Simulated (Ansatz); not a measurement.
## Strength of the Si–C bond: C2H9ClSi2 → SiH2(CH3) + SiH2(CH2)Cl

Species: C2H9ClSi2 `C[SiH2]C[SiH2]Cl`, singlet; SiH2(CH3), doublet; SiH2(CH2)Cl, doublet. 

Shapes, held fixed at every level: PBE0-D4/def2-TZVP. Flexible molecules stand in one conformer, not always the lowest. Programs: Ansatz 0.2.0. Electronic energies: no zero-point or thermal term.

```tsv
level	kind	ΔE (kJ/mol)	less CCSD(T)/CBS estimate
HF/def2-TZVPP	Hartree–Fock	+270.1	-123.8
PBE-D4/def2-TZVPP	GGA	+376.5	-17.4
r2SCAN-D4/def2-TZVPP	meta-GGA	+361.2	-32.7
B3LYP-D4/def2-TZVPP	global hybrid	+370.3	-23.6
wB97M-V/def2-TZVPP	range-separated hybrid	+397.1	+3.2
MP2/def2-TZVPP	perturbation theory	+400.7	+6.8
CCSD(T)/def2-TZVPP	coupled cluster or CI	+383.8	-10.1
CCSD(T)/CBS estimate	coupled cluster or CI	+393.9	0.0
```

The highest level, CCSD(T)/CBS estimate, gives ΔE = +393.9 kJ/mol; the levels span +270.1 to +400.7. The column of differences is taken from that level and isn't an error. Hartree–Fock misses the correlation of the pair that is broken and comes out low. No measured value is set beside it here. Open shells run unrestricted unless RO is named. The CBS estimate extrapolates MP2 from def2-TZVPP and def2-QZVPP and adds CCSD(T) − MP2 in the triple-zeta set, cores frozen.

Homolysis of this Si–C bond costs +393.9 kJ/mol at the highest level, typical of a strong, polar σ bond between silicon and carbon. It leaves a silyl radical, whose unpaired electron keeps appreciable s character at a pyramidal silicon, and a carbon-centred radical that the adjacent silyl group probably stabilises slightly by hyperconjugation.

Enlarging the basis strengthens the bond in coupled cluster, because the short-range correlation of the electron pair, lost on dissociation, converges slowly. MP2 therefore owes its closeness to the extrapolated value partly to cancellation: it overbinds relative to CCSD(T) in the same basis, while that basis itself underbinds. Among the functionals, only wB97M-V comes close to the reference. The others underbind, and neither the step from GGA to meta-GGA nor the exact exchange in B3LYP improves on PBE, so accuracy here doesn't follow the formal rank of the functional. With only one cleavage computed, the effect of the chlorine on the bond strength remains open.
